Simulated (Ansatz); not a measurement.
# ScCu: the change of energy less free atoms and pressure with volume scale

Periodic Kohn-Sham DFT of a crystal at fixed atoms, scaled to volume_scale times the given cell; pressure positive in compression, energy less spherical unpolarised free atoms, largest_vzz the field gradient of largest size among the nuclei. The results are calculated, by Ansatz 0.2.0.

The cell before it is scaled or strained (space group Pm-3m, No. 221):
```
CELL_PARAMETERS angstrom
3.25600 0.00000 0.00000
0.00000 3.25600 0.00000
0.00000 0.00000 3.25600
ATOMIC_POSITIONS crystal
Sc 0.50000 0.50000 0.50000
Cu 0.00000 0.00000 0.00000
```

Settings of every row: method all-electron LAPW; functional LDA; relativity scalar; k mesh 11x11x11; filling fermi-dirac; smearing width 0.05 eV; basis error target 0.5 meV/atom; nucleus gaussian.

Atom start moment: 0 on all atoms.

```csv
row,volume scale,V (Å³/atom),energy less free atoms (eV/atom),pressure (GPa)
1,0.94,16.224,-5.2118,-2.299
2,0.96,16.569,?,?
3,0.98,16.914,-5.1936,-6.029
4,0.99,17.087,-5.1866,-6.837
5,1,17.259,-5.1788,-7.6
6,1.01,17.432,-5.1703,-8.321
7,1.02,17.604,-5.1609,-9.001
8,1.04,17.95,-5.1402,-10.25
9,1.06,18.295,-5.1169,-11.362
```

Question: what energy less free atoms and pressure should row 2 give?

Worked fit of energy less free atoms. Take u = (V_r/V)^(2/3) − 1 with V_r = 17.346 Å³ an atom, which is twice the finite (Eulerian) strain; such expansions in the strain, on which the Birch-Murnaghan equation of state is built, carry the rest volume and the bulk modulus. The shown rows have u = 0.04559, 0.01696, 0.01008, 0.00336, -0.00329, -0.00979, -0.02256, -0.03489. Least squares give energy less free atoms = −5.17463 − 1.2913 × u + 10.428 × u² eV/atom; a straight line predicts inner rows, each left out in turn, worse (root mean square 0.0054 against 6.6e-05 eV/atom). The rows lie off it by 0.0000, -0.0001, 0.0000, 0.0001, 0.0000, 0.0001, 0.0000, 0.0000. The withheld row has u = 0.03102, so the fit gives −5.17463 − 1.2913 × (0.03102) + 10.428 × (0.03102)² = -5.2047 eV/atom.

The calculation gave -5.2047 eV/atom. The fit meets it to the printed digit.

Worked fit of pressure. Take u = (V_r/V)^(2/3) − 1 with V_r = 17.346 Å³ an atom, which is twice the finite (Eulerian) strain; such expansions in the strain, on which the Birch-Murnaghan equation of state is built, carry the rest volume and the bulk modulus. The shown rows have u = 0.04559, 0.01696, 0.01008, 0.00336, -0.00329, -0.00979, -0.02256, -0.03489. Least squares give pressure = −7.9678 + 108.624 × u + 333.78 × u² + 241 × u³ GPa; a parabola predicts inner rows, each left out in turn, worse (root mean square 0.0039 against 0.0018 GPa). The rows lie off it by 0.000, -0.001, 0.002, -0.001, 0.001, -0.002, 0.001, 0.000. The withheld row has u = 0.03102, so the fit gives −7.9678 + 108.624 × (0.03102) + 333.78 × (0.03102)² + 241 × (0.03102)³ = -4.270 GPa.

The calculation gave -4.269 GPa. The fit lies 0.001 GPa (0.011 % of the column's range) below it, one unit of the last digit.
